Why does tungsten resist squeezing so much harder than stretching, even when the two cost the same energy? At the smallest volume of the table the crystal lies 0.283 eV per atom above the elements, and at the largest volume 0.286 eV. Yet the squeezed crystal pushes outward with 51 GPa, while the stretched one pulls inward with only 32 GPa. The answer lies in the way the forces between atoms change with distance.

Body-centred cubic tungsten at fixed volumes, computed with Ansatz 0.2.0: scalar-relativistic PBE without spin polarization, PAW, plane waves to 420 eV, 18×18×18 k mesh, Gaussian smearing of 0.1 eV. Energies are taken at zero smearing, relative to the element's standard crystal in the same functional; pressure is positive in compression.

| volume (Å³/atom) | shortest distance (Å) | energy over elements (eV/atom) | pressure (GPa) |
| --- | --- | --- | --- |
| 14.197 | 2.642 | 0.283 | 50.66 |
| 15.062 | 2.695 | 0.083 | 24.25 |
| 15.165 | 2.701 | 0.069 | 21.56 |
| 15.559 | 2.724 | 0.028 | 11.96 |
| 15.848 | 2.741 | 0.012 | 5.66 |
| 16.194 | 2.761 | 0.007 | -1.14 |
| 17.101 | 2.811 | 0.057 | -15.63 |
| 17.477 | 2.832 | 0.100 | -20.45 |
| 17.847 | 2.851 | 0.152 | -24.65 |
| 18.203 | 2.870 | 0.210 | -28.22 |
| 18.428 | 2.882 | 0.252 | -30.28 |
| 18.605 | 2.891 | 0.286 | -31.78 |

Each row is the same body-centred cubic crystal, held at a fixed volume per atom $V$. The shortest distance is that between an atom and its eight nearest neighbours. A positive pressure $P$ means that the crystal would expand if released, and a negative one that it would contract. The energy over elements compares the crystal with the standard forms of the elements, which for tungsten is this same crystal.

Pressure is the slope of the energy curve with its sign reversed, $P=-dE/dV$. Drawing a straight line between the two rows on either side of zero pressure puts the relaxed volume at 16.14 Å³. Measured from there, the smallest volume is a squeeze of 12.0 % and the largest a stretch of 15.3 %. The crystal thus travels further on the stretching side before it has stored the same energy, so the force it works against must on average be weaker.

Part of such an asymmetry could come from geometry alone, because volume grows as the cube of distance. To find out how much, suppose that the crystal behaved as a plain spring in the distance between its atoms. Let $q$ be that distance divided by its relaxed value, so that $V=V_0q^3$, with $V_0$ the relaxed volume. The spring energy and the pressure that follows from it are

$$E=\tfrac{9}{2}BV_0(1-q)^2,\qquad P=-\frac{dE/dq}{dV/dq}=\frac{3B(1-q)}{q^2}.$$

Here $B$ is the bulk modulus at zero pressure, the stiffness $-V\,dP/dV$ of the relaxed crystal. The factor $1-q$ is the relative shortening of the spring, which is negative when the spring is stretched. The factor $q^2$ appears because pressure is force divided by area, and the area grows as the crystal expands.

With the bulk modulus of 304 GPa that is fitted below, the plain spring gives a push of 41 GPa and a pull of 40 GPa for the two end rows. The stretched atoms have moved a little further from their relaxed distance, but their force is spread over a larger area, and the two effects nearly cancel. Geometry therefore leaves the question open. The real crystal pushes harder than the spring on one side and pulls more weakly on the other, so the spring itself must stiffen when it is shortened and soften when it is lengthened.

Such a change of stiffness is what the theory of metallic bonding leads one to expect. Tungsten's 5d band is about half full, so the electrons occupy mainly the states that bind the atoms together. When the atoms approach, their d orbitals overlap more, the band widens and the occupied states sink further below its centre. This is the attraction, and it fades as the atoms move apart because the orbitals fade with distance.

Against it stands a repulsion, which comes from the rising kinetic energy of electrons confined to less space and from the overlap of the filled inner shells. It varies more steeply with distance than the attraction does. At the relaxed volume the two balance. On squeezing, the repulsion outgrows the attraction ever faster, and the crystal meets a steepening wall. On stretching, the repulsion falls off faster than the attraction and a net pull appears, but the attraction is itself weakening, so each further step of expansion adds less to the pull.

A diatomic molecule such as nitrogen shows the same shape in its simplest form. Its energy curve rises steeply when the two atoms are pushed together and bends over gently when they are drawn apart, because there too the repulsion has the shorter reach. The likeness covers the force along the bond and little more. A molecule has no area over which its force is spread, and in the metal many neighbours share the electrons of each atom, so the crystal's energy is not a sum of independent molecular bonds.

The simplest way to put a fading force into the spring is to multiply it by an exponential, since the overlap of orbitals falls off roughly in that way:

$$P=\frac{3B(1-q)}{q^2}\,e^{s(1-q)}.$$

This is the Vinet equation of state. The exponential weakens the spring as the distance grows, and the number $s$ tells how quickly; $s=0$ brings back the plain spring. Being fitted, $s$ lumps the fading of repulsion and attraction together and is not the decay rate of any one orbital. The pull itself still grows down to the last row of the table, only more slowly than that of the plain spring. With the relaxed volume held at its interpolated value, a least-squares fit to the pressures of all twelve rows gives $B=304$ GPa and $s=4.86$.

The largest volume shows how the formula works. There the distance is 4.86 % longer than in the relaxed crystal, so $q=1.0486$, and

$$P=\frac{3\times304\times(-0.0486)}{1.0486^2}\times e^{-4.86\times0.0486}\ \text{GPa}=-40.3\times0.79\ \text{GPa}\approx-31.8\ \text{GPa}.$$

The calculation gave $-31.78$ GPa. The exponential has taken away about a fifth of the spring's pull, although the atoms have moved apart by only a twentieth of their distance.

At the smallest volume the same factor works the other way. The distance is 4.2 % shorter, the exponential is now larger than one, and the spring's push rises by nearly a quarter, from 41 to 51 GPa. One steady change of force with distance thus accounts for both the hard push and the soft pull. Both rows were part of the fit, so their agreement shows that the form is suitable and is not an independent prediction.

Over the whole table the formula typically misses the pressure by 0.05 GPa, whereas the plain spring with the same bulk modulus typically misses by 5 GPa. A spring that weakens with distance is therefore needed, but the exact form of the weakening is less certain. The Birch–Murnaghan equation, which uses powers of the distance in place of an exponential, typically misses by 0.09 GPa when fitted to the same rows. Two such different formulas succeed because both can be fitted to the rate at which the stiffness falls as the crystal expands, whereas the plain spring softens too slowly. Their success leaves the electronic cause to be argued from theory, since total energies and pressures don't separate attraction from repulsion.

The fall in stiffness can also be read from the table without any formula. Between two neighbouring rows it is the drop in pressure divided by the rise in volume, times the mean volume. It comes to 447 GPa between the two smallest volumes and 157 GPa between the two largest, and it decreases at every step between them. A given percentage of extra volume thus changes the pressure nearly three times as much at the squeezed end as at the stretched end.

For practical use this can be put as a rule. In the fitted formula the stiffness near zero pressure rises by $1+2s/3\approx4.2$ GPa for every GPa of pressure. The plain spring would give 1, which is the share of geometry; the rest comes from the fading force. The rule for the stiffness is then

$$-V\frac{dP}{dV}\approx304\ \text{GPa}+4.2\,P.$$

With the mean pressure of each pair of neighbouring rows put in, it agrees with the stiffness between them to within about 11 %. It does worst at the stretched end, where it makes the crystal too stiff.

The row at 15.848 Å³ shows why the pressure deserves as much attention as the energy. Its energy is only about 0.005 eV above the bottom of the curve, so it could easily be taken for the relaxed crystal. Its pressure of 5.66 GPa shows that it is still squeezed. Near the bottom the energy grows as the square of the change in volume, while the pressure grows in direct proportion to it, and so a small misfit shows up first in the pressure.

The size of that pressure follows from the bulk modulus. The volume is 1.8 % below the relaxed one, and $0.018\times304$ GPa is about 5.5 GPa. The cell was taken from a structure database and was not relaxed in these runs. Its volume is close to the measured one, whereas this functional is known to make tungsten slightly too large. For anyone who puts a listed cell of tungsten into such a calculation the lesson is concrete: near the relaxed volume, each per cent of misfit in volume shifts the calculated pressure by about 3 GPa, upward if the cell is too small and downward if it is too large, even where the real metal would be free of stress.

One apparent irregularity comes from the spacing of the rows. From 16.194 to 17.101 Å³ the pressure falls by 14.5 GPa, and over the next step by only 4.8 GPa, which looks like a sudden change in the metal. The first of these steps is more than twice as wide as the second. Once the widths are allowed for, the stiffness goes from 266 to 222 GPa, in line with the gradual softening on either side.

The bottom of the energy curve has an oddity of its own: it lies about 0.0075 eV above zero, although tungsten is being compared with itself. A mismatch between the settings of these runs and those of the reference is the likely reason, but the data don't show where it arises. A constant shift of this kind leaves every energy difference and every pressure unchanged. Indeed, when the fitted pressure is integrated over volume and one constant is added, the energies of all rows come back to within 0.001 eV. Since both quantities derive from the same energy function, this shows that the calculation is consistent with itself and leaves the physical cause untested.

The stretched rows call for the most care in use. They describe a perfect lattice that is held open equally in all directions, and symmetry makes the force on each atom vanish whether or not the lattice could withstand shear or vibration. The pull of 32 GPa is therefore the response of an ideal crystal and not the strength of a tungsten part. The calculation also excluded magnetism from the start. That is sound near the relaxed volume, where tungsten is known to be non-magnetic, and no spin-polarized run tests the expanded rows. Magnetism is not expected there either: the smearing entropy of these runs, which follows the density of states at the Fermi level, grows by only about a quarter from the relaxed to the largest volume.

The reasoning carries over to other solids in which repulsion has a shorter reach than attraction, as long as neither the structure nor the magnetic state changes along the way. To guess the curve of a neighbouring metal, start from its relaxed volume and its bulk modulus, which set the place and the scale. Then draw the pressure steeper than a straight line on the squeezed side and flatter on the stretched side. How much steeper depends on how quickly the forces fade in that metal, and this has to be calculated or measured for each one.
